Question: Can I take a Poisson ratio from the relaxed c of strained WS₂?

I want to know how WS₂ responds when a substrate stretches or squeezes it in its plane. I have the six calculations below. The in-plane edge a was fixed by the strain, while the length of c and the atoms were free to relax.

WS₂ (P-6m2, 3 atoms per cell, unstrained a = 3.146 Å, c = 16.953 Å) under biaxial strain in the a–b plane, with c and the atoms relaxed. Calculated with Ansatz 0.2.0 using PBEsol, plane-wave PAW, scalar-relativistic, without spin polarisation, 420 eV cutoff, 12×12×2 k mesh. Changes are relative to the unstrained cell, and band gaps are the indirect gaps on the k mesh.

```
strain (%)  volume change (%)  a change (%)  c change (%)  band gap (eV)
      -4.5              -6.33         -4.50          2.70          1.716
      -3.0              -4.21         -3.00          1.80          1.826
      -1.5              -2.10         -1.50          0.90          1.928
       1.5               2.09          1.50         -0.90          1.648
       3.0               4.18          3.00         -1.80          1.275
       4.5               6.25          4.50         -2.70          0.941
```

The c column looks like an ordinary elastic response: the crystal gets thicker when squeezed and thinner when stretched. The relaxations also look well converged, since the remaining stress along c is below 0.001 GPa in every row, against more than 1.5 GPa in the plane. May I use c for a Poisson ratio and the volume change for a compressibility? And is it safe to say that any strain of this size makes the gap indirect?

Answer:

No to the first two, and not quite to the third. The c column describes the box around the material, not the material.

Look first at how regular the column is. Divide the change of c by the strain and you get −0.60 in every row, for compression and tension alike. Real bonds don't behave like that over a range of 9 % in strain, because they stiffen when squeezed and soften when stretched. The total energies of the same runs, which the table doesn't list, show this: 4.5 % of compression costs 73.8 meV per atom, but the same tension only 61.6. A ratio that ignores the sign of the strain while the energy feels it deserves suspicion.

The cell explains what happened. It holds a single S–W–S sandwich, and c is about 17 Å long. The two sulfur planes of the sandwich lie roughly 3 Å apart, so nearly 14 Å of the height is empty. What you have is one free-standing layer, repeated along c with vacuum between the copies. A change of c can therefore be a change of the layer, a change of the vacuum, or both.

Size helps to tell them apart. Suppose that the W–S bonds keep their length d = 2.40 Å while the layer is strained. Each sulfur atom sits sideways from its tungsten neighbours by a/√3, so Pythagoras gives the distance t between the sulfur planes:

t = 2 √(d² − a²/3)

Without strain, a = 3.146 Å and t = 3.137 Å. At −4.5 % strain, a is 3.146 × 0.955 = 3.004 Å, and the sulfur planes move apart:

t = 2 √(2.40² − 3.004²/3) = 3.32 Å

The layer thickens by 0.18 Å, whereas c grows by 0.46 Å.

Rigid bonds are a generous assumption here. When a layer is squeezed sideways, its bonds normally shorten a little as well as tilt, and then the layer thickens by less. To put the whole change of c into the layer, the bonds would have to grow longer under compression and shorter under tension. The estimate has no adjustable constant, and in all six rows the change of c is more than twice what it allows. It is a bound rather than a prediction of the true thickness, but it is enough to show that most of the change of c is a change of empty space.

Why did the relaxation not correct this? A program finds the best cell length by following the stress, which is the slope of the energy with respect to that length, divided by the area of the cell's base. In a solid whose atoms are bonded along c, a wrong length stretches or squeezes bonds, and the stress pushes the cell back. Here the layers are so far apart that their electron densities hardly touch. Adding or removing some vacuum changes the energy by next to nothing, so the slope is almost zero at any c in this range.

This is why the tiny stress is no comfort. It shows that the cell is not being pushed, which is true at the bottom of a valley and equally true on a plain. The usual sign of convergence is the same in both cases. The little stress that remains comes mostly from the leftover force on the sulfur atoms: at −4.5 %, that force times the layer's thickness, divided by the cell volume, gives 0.00075 GPa, which is the printed stress along c. The layer does adjust its own thickness, but it does so through the forces on the sulfur atoms, which need no help from the cell edge.

The factor −0.60 comes from the starting cell. The relaxation log at −3.0 % shows it: c is 17.25858 Å at the first step, already 1.8 % above the unstrained length, and 17.25933 Å at the last. The program evidently starts a strained cell with c altered by a typical Poisson response, probably to save steps, and the identical factor in the other rows says that they began the same way. In a bonded solid the relaxation would then improve on that first guess. On a flat energy surface the guess simply survives and is printed as a result. Over the four steps at −3.0 % the energy falls by only 0.0004 eV per cell, and the pressure changes in step with the force on sulfur. That force starts at just 0.087 eV/Å, so the sulfur planes began close to their final distance, as expected if they were scaled along with c. If so, the layer's own relative change of thickness happens to lie near the assumed one, but c did not measure it. You can confirm that c is undetermined by starting one strained layer from two clearly different lengths of c. A length that the physics determines returns to one value, while an undetermined one stays near its start.

The volume column inherits the fault. With the strain ε written as a fraction, it is the imposed change of area combined with the fixed rule for c:

volume change = (1 + ε)² (1 − 0.6 ε) − 1

For −4.5 % this gives 0.955² × 1.027 − 1, or −6.3 %, as in the table. A compressibility computed from it would depend on how much vacuum someone chose to put in the cell. The in-plane stress in GPa has a related problem, because the force carried by a thin layer is spread over the full height of the box. Multiply that stress by c and you get a force per length of edge, which belongs to the layer.

The energy and the gap are in better shape. Since the vacuum costs no energy, the energy change is the price of deforming the layer itself, as long as it stays flat. The relaxation kept the starting symmetry in this small cell, so a compressed layer had no chance to ripple, as a poorly held one might. The gap is also a property of the layer, as its band edges live on tungsten and sulfur and not in the empty space. For a Poisson-like number, take the relaxed heights of the two sulfur planes and follow their distance with strain.

Your third question meets a different weakness, one of the level of theory. The unstrained layer has a direct gap of 1.94 eV at the K point, a corner of the Brillouin zone. Under tension the top of the valence band moves to Γ, the centre of the zone, and the gap becomes indirect. At +1.5 %, however, the smallest direct gap is only 0.08 eV above the indirect one. The label "indirect" rests on that small difference, so a neglected effect that raises the valence top at K against Γ by more than that can overturn it.

Spin–orbit coupling is such an effect, and this scalar-relativistic calculation leaves it out. At K the valence top is made of tungsten d orbitals that lie in the plane and carry angular momentum about the layer's normal. The electron's spin couples to that motion, and the level splits into two. As a rough recalled figure, the upper one rises by 0.2 eV. At Γ the valence top consists mainly of orbitals pointing out of the plane, which carry no such angular momentum, and it doesn't split.

Apply that rise to the row at +1.5 %, taking its smallest direct gap to lie at K as in the unstrained layer. The direct gap drops from 1.73 to about 1.5 eV, while the indirect one, which starts at Γ, stays near 1.65 eV. The layer would then still be direct. This run also warned of a rough exchange–correlation potential where the density is thin. Wide vacuum can cause that, though the other rows gave no such warning. The direct gap lies smoothly between those of the neighbouring strains, so it shows no sign of harm.

At +3.0 % the indirect gap keeps a lead of less than 0.1 eV after the same correction, so I would call that row probably indirect. At +4.5 % the lead is comfortable. In all three compressed rows the valence top stays at K, so its rise lowers the indirect gap too, and the label stands. What moved there is the lowest conduction state, which left K for a point about midway to Γ. The true minimum may lie slightly off the k mesh, so these gaps may be a little too large. Carried on to zero strain, the smooth series of these three gaps reaches about 2.03 eV, less than 0.1 eV above the direct gap. Spin–orbit coupling is expected to split the conduction valley midway to Γ far more than the conduction bottom at K, so the label "direct" for the unstrained layer is not secure either.

The same omission distorts how strongly the gap seems to react to tension. The table's method puts the gap at +4.5 % about 1.0 eV below the unstrained one. Spin–orbit coupling would lower the unstrained gap, which starts at K, but hardly the strained one, which starts at Γ. With it, I would expect a drop nearer 0.8 eV. PBEsol, like other semilocal functionals, also gives gaps below the true gaps for adding and removing an electron. An optical gap may lie closer to the computed one only because electron and hole bind strongly in a single layer. The PAW datasets were also made for PBE rather than PBEsol, a mismatch that can shift the band edges a little and matters most where the label hangs on a small difference. Use these gaps for trends and not as absolute values.

The printed analysis below lists the c ratios, the rigid-bond bound and the gap differences row by row. For any layer, slab or molecule in a box, ask of each relaxed length which bonds would resist if it were wrong. If there are none, the number is a setting, however small the stress.

The analysis program printed:

```
Is the c change a fixed multiple of the strain:
   row  c change over strain  volume change in %  volume change from the rule in %
  -4.5                  -0.6               -6.33                            -6.335
  -3.0                  -0.6               -4.21                            -4.216
  -1.5                  -0.6                -2.1                            -2.104
   1.5                  -0.6                2.09                             2.095
   3.0                  -0.6                4.18                              4.18
   4.5                  -0.6                6.25                             6.254
Largest miss of the volume rule in percentage points: 0.00638
Rough distance between the S planes of the unstrained layer in angstrom: 3.137
Rough empty height between S planes of neighbouring layers in angstrom: 13.82
Change of c against a layer with rigid bonds:
   row  change of c in angstrom  rigid-bond thickness change in angstrom  ratio
  -4.5                   0.4577                                   0.1799  2.545
  -3.0                   0.3052                                   0.1219  2.503
  -1.5                   0.1526                                  0.06201  2.461
   1.5                  -0.1526                                 -0.06422  2.376
   3.0                  -0.3052                                  -0.1308  2.333
   4.5                  -0.4577                                  -0.1999   2.29
Largest size of the stress along c in GPa: 0.0007465
Smallest size of the in-plane stress in GPa: 1.568
Gaps in eV:
   row  gap less unstrained gap  smallest direct gap  direct less indirect gap
  -4.5                  -0.2202                2.601                    0.8849
  -3.0                  -0.1102                 2.43                    0.6041
  -1.5                -0.008181                 2.17                    0.2425
   1.5                  -0.2882                1.728                   0.08019
   3.0                  -0.6612                1.547                    0.2724
   4.5                  -0.9952                1.393                    0.4516
Direct gap at +1.5 % after a rough spin-orbit rise at K in eV: 1.528
Margin left at +3.0 % after the same rise in eV: 0.07236
Number of rows with a margin below the spin-orbit rise: 1
```
